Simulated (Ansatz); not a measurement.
# Ligand exchange: CHClF2 + C2H10OSi2 → CH2F2O + C2H9ClSi2

Species: CHClF2 (difluorochloromethane) `FC(F)Cl`, singlet; C2H10OSi2 `C[SiH2]C[SiH2]O`, singlet; CH2F2O `OC(F)F`, singlet; C2H9ClSi2 `C[SiH2]C[SiH2]Cl`, singlet. The partners trade Cl for OH: C–Cl and Si–OH bonds give way to C–OH and Si–Cl.

Shapes, held fixed at every level: PBE0-D4/def2-TZVP. Flexible molecules stand in one conformer, not always the lowest. Programs: Ansatz 0.2.0. Electronic energies: no zero-point or thermal term.

| level | kind | ΔE (kJ/mol) | less CCSD(T)/CBS estimate |
| --- | --- | --- | --- |
| HF/def2-TZVPP | Hartree–Fock | -65.6 | -14.3 |
| PBE0-D4/def2-TZVPP | global hybrid | -58.1 | -6.8 |
| wB97M-V/def2-TZVPP | range-separated hybrid | -54.0 | -2.7 |
| MP2/def2-TZVPP | perturbation theory | -52.8 | -1.5 |
| CCSD(T)/def2-TZVPP | coupled cluster or CI | -53.5 | -2.2 |
| CCSD/def2-TZVPP | coupled cluster or CI | -55.2 | -3.9 |
| CCSD(T)/CBS estimate | coupled cluster or CI | -51.3 | 0.0 |

The highest level, CCSD(T)/CBS estimate, gives ΔE = -51.3 kJ/mol; the levels span -65.6 to -51.3. The column of differences is taken from that level and isn't an error. No measured value is set beside it here. The CBS estimate extrapolates MP2 from def2-TZVPP and def2-QZVPP and adds CCSD(T) − MP2 in the triple-zeta set, cores frozen.

Exchange of Cl for OH is downhill in electronic energy at every level, with -51.3 kJ/mol at the highest. This isn't what silicon's preference for oxygen over chlorine would suggest, since a strong Si–O bond is given up for a weaker Si–Cl bond. The compensation probably comes from the carbon side: in difluoromethanol an oxygen lone pair can donate into the C–F σ* orbitals, an anomeric stabilisation that chlorine provides much less effectively. The driving force therefore likely belongs to the fluorinated carbon and shouldn't be carried over to simple alkyl chlorides.

Hartree–Fock exaggerates the exothermicity, so electron correlation favours the reactants on balance, and the triples contribution acts in the same direction. MP2 lies close to the reference partly because its small deviation from CCSD(T) in the same basis offsets some of the basis-set error. A favourable exchange energy doesn't make difluoromethanol a lasting product, as α-fluoro alcohols readily lose HF to give carbonyl compounds.
